**Carbon shieldings of 1-fluorobutane along the C–C–C–C torsion: a cosine rule of thumb**

The table holds isotropic GIAO shieldings of the four carbons and the dipole moment of 1-fluorobutane at twelve values of the C1–C2–C3–C4 dihedral, from PBE0/pcSseg-1 (PySCF, gas phase) on GFN2-xTB geometries relaxed with that dihedral held. The program fits a Fourier series to each column, rounds it to a hand rule $A+B\cos\theta+C\cos2\theta$ (plus $D\cos3\theta$ for C2 and C3), and compares it with a constant, with a $1/r^3$ law in the C1···C4 distance and with leave-one-out prediction. The rule reproduces C3 to 0.24 ppm rms and C1 to 1.0 ppm, but C2 and C4 only to 2.3 and 2.2 ppm, with errors up to 4.2 ppm. The misfit is the part odd in $\theta$, up to 3.7 ppm and alike within 0.7 ppm for C2 and C4, consistent with fluorine sitting in one gauche well; three shared sine terms bring both carbons to about 0.45 ppm. The output also lists two worked rows, the ranges of the paramagnetic and diamagnetic parts, and the relative energies.

Isotropic GIAO shieldings and dipole moments of 1-fluorobutane (C4H9F, SMILES CCCCF), computed with PySCF 2.14.0 at the non-relativistic PBE0/pcSseg-1 level with density fitting, gas phase. Geometries are relaxed with GFN2-xTB with only the dihedral angle of the four carbons held; the carbons are numbered in SMILES order, so the fourth bears the fluorine.

## Numerical check

```python
# Table: isotropic GIAO shieldings (ppm) of C1..C4 of 1-fluorobutane vs C1-C2-C3-C4 dihedral; PySCF PBE0/pcSseg-1, GFN2-xTB geometries.
# Tested: hand rule A + B cos t + C cos 2t (+ D cos 3t for C2, C3), a 1/r^3 distance law, and the part odd in t.
T = {
    'angle': [0, 30, 60, 90, 120, 150, 180, 210, 240, 270, 300, 330],  # °
    'shielding_of_first_atom': [175.9, 173.7, 170.7, 168.3, 167.6, 169.0, 169.9, 169.0, 168.8, 171.1, 173.9, 175.0],  # ppm
    'shielding_of_second_atom': [167.7, 164.6, 159.6, 159.8, 164.8, 165.4, 162.3, 161.4, 165.2, 167.1, 166.9, 166.7],  # ppm
    'shielding_of_third_atom': [157.4, 154.6, 151.0, 151.2, 151.4, 149.8, 148.5, 149.8, 151.4, 150.8, 151.5, 155.4],  # ppm
    'shielding_of_fourth_atom': [103.1, 102.7, 98.5, 95.6, 98.9, 101.1, 99.5, 97.4, 99.3, 103.0, 105.1, 103.4],  # ppm
    'dipole_moment': [1.77, 1.76, 1.78, 1.8, 1.78, 1.76, 1.77, 1.78, 1.77, 1.77, 1.76, 1.76],  # D
}
import numpy as np
from scipy.constants import physical_constants as pc, N_A, calorie
a = np.array(T['angle'], float); t = np.radians(a); n = len(a); ix = {int(x): i for i, x in enumerate(a)}
S = np.array([T['shielding_of_%s_atom' % k] for k in ('first', 'second', 'third', 'fourth')], float)
mu = np.array(T['dipole_moment'], float); nm = ['C1', 'C2', 'C3', 'C4']
C = np.array([np.cos(k*t) for k in range(4)]).T; Sn = np.array([np.sin(k*t) for k in (1, 2, 3)]).T
fit = lambda X, y: np.linalg.lstsq(X, y, rcond=None)[0]
rms = lambda r: float(np.sqrt(np.mean(np.square(r))))
err = lambda X, y: rms(y - X @ fit(X, y))
def loo(X, y):
    return rms([y[i] - X[i] @ fit(np.delete(X, i, 0), np.delete(y, i)) for i in range(n)])
print('table rounding +-0.05 ppm (rms 0.03); dipole %.2f to %.2f D, spread %.1f %%' % (mu.min(), mu.max(), 100*np.ptp(mu)/mu.mean()))
F = np.array([fit(np.hstack([C, Sn]), y) for y in S])
print('Fourier terms, ppm: range | mean cos1 cos2 cos3 | sin1 sin2 sin3')
for k in range(4):
    print('%s %4.1f | %6.2f %+.2f %+.2f %+.2f | %+.2f %+.2f %+.2f' % (nm[k], np.ptp(S[k]), *F[k]))
l, al = 1.5, np.radians(110)  # rough recalled C-C length (angstrom) and C-C-C angle, rigid chain
r = np.sqrt((l - 2*l*np.cos(al))**2 + 2*(l*np.sin(al))**2*(1 - np.cos(t)))
R = np.array([np.ones(n), r**-3]).T; nt = [3, 4, 4, 3]
print('rms error, ppm: constant | A+B/r^3 (r %.1f-%.1f A) | cos1,2 | cos1,2,3 | rule, leave-one-out' % (r.min(), r.max()))
for k in range(4):
    print('%s %.2f | %.2f | %.2f | %.2f | %.2f' % (nm[k], S[k].std(), err(R, S[k]), err(C[:, :3], S[k]), err(C, S[k]), loo(C[:, :nt[k]], S[k])))
H = np.round(2*F[:, :4])/2; H[0, 3] = H[3, 3] = 0
P = H @ C.T; E = S - P
for k in range(4):
    w = np.argmax(abs(E[k]))
    print('hand rule %s: A %.1f B %.1f C %.1f D %.1f; rms %.2f, worst %+.1f ppm at %d deg' % (nm[k], *H[k], rms(E[k]), E[k, w], a[w]))
print('angle: hand rule value (table minus rule), ppm, C1 C2 C3 C4')
for i in range(n):
    print('%3d: ' % a[i] + '  '.join('%.1f (%+.1f)' % (P[k, i], E[k, i]) for k in range(4)))
hs = [30, 60, 90, 120, 150]
O = np.array([(S[:, ix[x]] - S[:, ix[360 - x]])/2 for x in hs])
print('odd part [s(t)-s(360-t)]/2, ppm, C1 C2 C3 C4; largest C2-C4 mismatch %.2f' % abs(O[:, 1] - O[:, 3]).max())
for x, o in zip(hs, O):
    print('%3d/%d: %+.2f %+.2f %+.2f %+.2f' % (x, 360 - x, *o))
e1 = np.round(2*F[0, 4])/2; r1 = E[0] - e1*Sn[:, 0]
print('C1 rule plus %+.1f sin t: rms %.2f, worst %.1f ppm' % (e1, rms(r1), abs(r1).max()))
g = np.round(F[1, 4:] + F[3, 4:])/2; r2, r4 = E[1] - Sn @ g, E[3] - Sn @ g
print('shared sines %+.1f %+.1f %+.1f: C2 rms %.2f worst %.1f; C4 rms %.2f worst %.1f' % (*g, rms(r2), abs(r2).max(), rms(r4), abs(r4).max()))
for x in (180, 60):
    for k in (0, 2):
        i = ix[x]
        print('worked %s at %d: %.1f %+.2f %+.2f %+.2f = %.2f; table %.1f' % (nm[k], x, *(H[k]*C[i] + 0.0), P[k, i], S[k, i]))
d = lambda k, x: S[k, ix[x]] - S[k, ix[180]]
print('vs 180, ppm, at 0/60/300: C1 %+.1f %+.1f %+.1f; C4 %+.1f %+.1f %+.1f; C1 at 120 %+.1f' % (*[d(k, x) for k in (0, 3) for x in (0, 60, 300)], d(0, 120)))
# further outputs of the same runs: para and dia parts at 30,60,90,150,210,270,330 deg; total energies (hartree)
p1 = [-73.131, -76.162, -78.365, -77.468, -77.7, -75.989, -72.589]; d1 = [246.797, 246.875, 246.68, 246.458, 246.683, 247.068, 247.545]
p4 = [-139.633, -143.41, -145.256, -139.769, -143.101, -138.425, -137.942]; d4 = [242.346, 241.921, 240.859, 240.873, 240.551, 241.462, 241.323]
print('range over 7 rows, ppm: C1 para %.1f dia %.1f; C4 para %.1f dia %.1f' % (np.ptp(p1), np.ptp(d1), np.ptp(p4), np.ptp(d4)))
En = -257 - np.array([.357698, .36023, .363739, .363074, .361078, .363724, .365648, .363096, .360785, .363324, .364741, .361835])
rel = (En - En.min())*pc['Hartree energy'][0]*N_A/calorie/1000
print('energy above 180, kcal/mol, 0..330: ' + ' '.join('%.1f' % x for x in rel))
assert (F[:, 1] > 0).all()
assert F[1, 3] > 1 and F[2, 3] > 1 and abs(F[0, 3]) < 0.6 and abs(F[3, 3]) < 0.6
assert abs(O[:, 2]).max() < 0.6 and abs(O[:, 1]).max() > 3 and abs(O[:, 3]).max() > 3
assert abs(O[:, 1] - O[:, 3]).max() < 1
```

Printed output:

```
table rounding +-0.05 ppm (rms 0.03); dipole 1.76 to 1.80 D, spread 2.3 %
Fourier terms, ppm: range | mean cos1 cos2 cos3 | sin1 sin2 sin3
C1  8.3 | 171.08 +3.23 +1.54 -0.37 | -1.21 -0.48 +0.25
C2  8.1 | 164.29 +1.26 +0.65 +1.48 | -2.17 -1.88 +1.53
C3  8.9 | 151.90 +2.96 +1.01 +1.53 | -0.07 -0.19 -0.20
C4  9.5 | 100.63 +2.15 +0.90 -0.30 | -1.99 -1.53 +1.73
rms error, ppm: constant | A+B/r^3 (r 2.5-3.8 A) | cos1,2 | cos1,2,3 | rule, leave-one-out
C1 2.72 | 1.15 | 0.99 | 0.96 | 1.26
C2 2.72 | 2.52 | 2.53 | 2.31 | 3.24
C3 2.47 | 1.00 | 1.11 | 0.22 | 0.31
C4 2.74 | 2.22 | 2.19 | 2.18 | 2.82
hand rule C1: A 171.0 B 3.0 C 1.5 D 0.0; rms 1.01, worst +2.2 ppm at 300 deg
hand rule C2: A 164.5 B 1.5 C 0.5 D 1.5; rms 2.32, worst -4.2 ppm at 90 deg
hand rule C3: A 152.0 B 3.0 C 1.0 D 1.5; rms 0.24, worst -0.5 ppm at 60 deg
hand rule C4: A 100.5 B 2.0 C 1.0 D 0.0; rms 2.20, worst +4.1 ppm at 300 deg
angle: hand rule value (table minus rule), ppm, C1 C2 C3 C4
  0: 175.5 (+0.4)  168.0 (-0.3)  157.5 (-0.1)  103.5 (-0.4)
 30: 174.3 (-0.6)  166.0 (-1.4)  155.1 (-0.5)  102.7 (-0.0)
 60: 171.8 (-1.1)  163.5 (-3.9)  151.5 (-0.5)  101.0 (-2.5)
 90: 169.5 (-1.2)  164.0 (-4.2)  151.0 (+0.2)  99.5 (-3.9)
120: 168.8 (-1.2)  165.0 (-0.2)  151.5 (-0.1)  99.0 (-0.1)
150: 169.2 (-0.2)  163.5 (+1.9)  149.9 (-0.1)  99.3 (+1.8)
180: 169.5 (+0.4)  162.0 (+0.3)  148.5 (+0.0)  99.5 (+0.0)
210: 169.2 (-0.2)  163.5 (-2.1)  149.9 (-0.1)  99.3 (-1.9)
240: 168.8 (+0.1)  165.0 (+0.2)  151.5 (-0.1)  99.0 (+0.3)
270: 169.5 (+1.6)  164.0 (+3.1)  151.0 (-0.2)  99.5 (+3.5)
300: 171.8 (+2.2)  163.5 (+3.4)  151.5 (+0.0)  101.0 (+4.1)
330: 174.3 (+0.7)  166.0 (+0.7)  155.1 (+0.3)  102.7 (+0.7)
odd part [s(t)-s(360-t)]/2, ppm, C1 C2 C3 C4; largest C2-C4 mismatch 0.70
 30/330: -0.65 -1.05 -0.40 -0.35
 60/300: -1.60 -3.65 -0.25 -3.30
 90/270: -1.40 -3.65 +0.20 -3.70
120/240: -0.60 -0.20 +0.00 -0.20
150/210: +0.00 +2.00 +0.00 +1.85
C1 rule plus -1.0 sin t: rms 0.56, worst 1.3 ppm
shared sines -2.0 -1.5 +1.5: C2 rms 0.44 worst 0.9; C4 rms 0.46 worst 1.1
worked C1 at 180: 171.0 -3.00 +1.50 +0.00 = 169.50; table 169.9
worked C3 at 180: 152.0 -3.00 +1.00 -1.50 = 148.50; table 148.5
worked C1 at 60: 171.0 +1.50 -0.75 +0.00 = 171.75; table 170.7
worked C3 at 60: 152.0 +1.50 -0.50 -1.50 = 151.50; table 151.0
vs 180, ppm, at 0/60/300: C1 +6.0 +0.8 +4.0; C4 +3.6 -1.0 +5.6; C1 at 120 -2.3
range over 7 rows, ppm: C1 para 5.8 dia 1.1; C4 para 7.3 dia 1.8
energy above 180, kcal/mol, 0..330: 5.0 3.4 1.2 1.6 2.9 1.2 0.0 1.6 3.1 1.5 0.6 2.4
```
